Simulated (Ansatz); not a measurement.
## Ti: the change of energy above lowest point with volume scale

Free energy against uniform scaling of the volume at fixed shape and fractions; periodic cell, basis, potentials, k mesh and filling as listed. The results are calculated, by Ansatz 0.2.0.

The cell before it is scaled or strained (space group P6_3/mmc, No. 194):
```
CELL_PARAMETERS angstrom
2.95000 0.00000 0.00000
-1.47500 2.55480 0.00000
0.00000 0.00000 4.68000
ATOMIC_POSITIONS crystal
Ti 0.33333 0.66667 0.25000
Ti 0.66667 0.33333 0.75000
```

Settings of every row: functional PBE; dispersion none; potentials PAW; wave cutoff 421.78 eV; density cutoff 1687.1 eV; k mesh 11x11x6; k shift 0x0x0; occupations cold; smearing width 0.15 eV; spin none; SCF threshold exponent -10.

Limits: coarse k mesh, up to 40 meV an atom off.

```csv
row,volume scale,V (Å³/atom),energy above lowest point (meV/atom)
1,0.88,15.519,82.2
2,0.92,16.225,29.2
3,0.96,16.93,3.3
4,1,17.636,0
5,1.04,18.341,15.4
6,1.08,19.047,46.4
7,1.12,19.752,?
```

Question: what energy above lowest point should row 7 give?

Worked fit of energy above lowest point. Take u = (V_r/V)^(2/3) − 1 with V_r = 17.283 Å³ an atom, which is twice the finite (Eulerian) strain; such expansions in the strain, on which the Birch-Murnaghan equation of state is built, carry the rest volume and the bulk modulus. The shown rows have u = 0.07441, 0.04301, 0.01385, -0.01339, -0.03884, -0.06274. Least squares give energy above lowest point = −0.9 + 116.8 × u + 13679 × u² − 3211 × u³ meV/atom; a parabola predicts inner rows, each left out in turn, worse (root mean square 0.34 against 0.051 meV/atom). All shown rows lie on it to the printed digit. Its lowest point lies at u = -0.0043, or V = 17.39 Å³ an atom, and the curvature there gives the bulk modulus at fixed shape and fractions, B = (4/9)(1 + u)² E″(u)/V = 111 GPa. Letting shape and atoms relax would as a rule lower it, by much in layered, chain or molecular crystals. The withheld row has u = -0.08517, so the fit gives −0.9 + 116.8 × (-0.08517) + 13679 × (-0.08517)² − 3211 × (-0.08517)³ = 90.4 meV/atom.

The calculation gave 90.3 meV/atom. The fit lies 0.1 meV/atom (0.11 % of the column's range) above it, one unit of the last digit. This row lies beyond the range of the fit.
